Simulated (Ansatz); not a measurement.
# Mg: pressure and energy change per atom against volume scale

Results calculated with Ansatz 0.2.0, not measured. Plane-wave DFT, scalar-relativistic PAW made under PBE with cores redone for the functional, no dispersion; the given relaxed cell is scaled uniformly, energy at zero smearing counts from the unscaled cell, pressure at the given Fermi-Dirac smearing is positive in compression.

The cell before it is scaled or strained (space group Im-3m, No. 229):
```
cell vectors (Å)
  -1.7778     1.7778     1.7778
   1.7778    -1.7778     1.7778
   1.7778     1.7778    -1.7778
atoms (fractions of the cell vectors)
Mg  0.00000  0.00000  0.00000
```

Settings of every row: spin polarised no; functional PBEsol; wave cutoff 420 eV; smearing width 0.1 eV; k mesh 14x14x14.

Atom starting moment: 0 on all atoms.

Limits: the cell comes from a prototype or a list of computed structures and needn't be the stable phase.

```
row  volume scale  V (Å³/atom)  pressure (GPa)  energy change per atom (meV)
  1          0.88       19.778            6.09                         46.18
  2          0.92       20.677            3.66                         19.13
  3          0.96       21.576            1.67                          4.49
  4          1.04       23.374           -1.29                          3.83
  5          1.08       24.274               ?                             ?
  6          1.12       25.173           -3.27                         30.64
```

Question: what pressure and energy change per atom should row 5 give?

Worked fit of pressure. Take u = (V_r/V)^(2/3) − 1 with V_r = 21.576 Å³ an atom, which is twice the finite (Eulerian) strain; such expansions in the strain, on which the Birch-Murnaghan equation of state is built, carry the rest volume and the bulk modulus. The shown rows have u = 0.05972, 0.02878, 0, -0.05196, -0.09769. Least squares give pressure = 1.676 + 64.99 × u + 147.6 × u² GPa; a straight line predicts inner rows, each left out in turn, worse (root mean square 0.42 against 0.017 GPa). The rows lie off it by 0.01, -0.01, -0.01, 0.01, -0.01. The pressure vanishes at u = -0.0275, or V = 22.5 Å³ an atom, and there the bulk modulus at fixed shape and fractions is B = −V dP/dV = (2/3)(1 + u) dP/du = 36.9 GPa. The withheld row has u = -0.07554, so the fit gives 1.676 + 64.99 × (-0.07554) + 147.6 × (-0.07554)² = -2.39 GPa.

The calculation gave -2.38 GPa. The fit lies 0.01 GPa (0.11 % of the column's range) below it, one unit of the last digit.

Worked fit of energy change per atom. Take u = (V_r/V)^(2/3) − 1 with V_r = 21.576 Å³ an atom, which is twice the finite (Eulerian) strain; such expansions in the strain, on which the Birch-Murnaghan equation of state is built, carry the rest volume and the bulk modulus. The shown rows have u = 0.05972, 0.02878, 0, -0.05196, -0.09769. Least squares give energy change per atom = 4.497 + 331.65 × u + 6134.4 × u² meV; a straight line predicts inner rows, each left out in turn, worse (root mean square 17 against 0.01 meV). The rows lie off it by 0.00, 0.01, -0.01, 0.00, 0.00. Its lowest point lies at u = -0.0270, or V = 22.48 Å³ an atom, and the curvature there gives the bulk modulus at fixed shape and fractions, B = (4/9)(1 + u)² E″(u)/V = 36.8 GPa. The withheld row has u = -0.07554, so the fit gives 4.497 + 331.65 × (-0.07554) + 6134.4 × (-0.07554)² = 14.45 meV.

The calculation gave 14.46 meV. The fit lies 0.01 meV (0.024 % of the column's range) below it, one unit of the last digit.
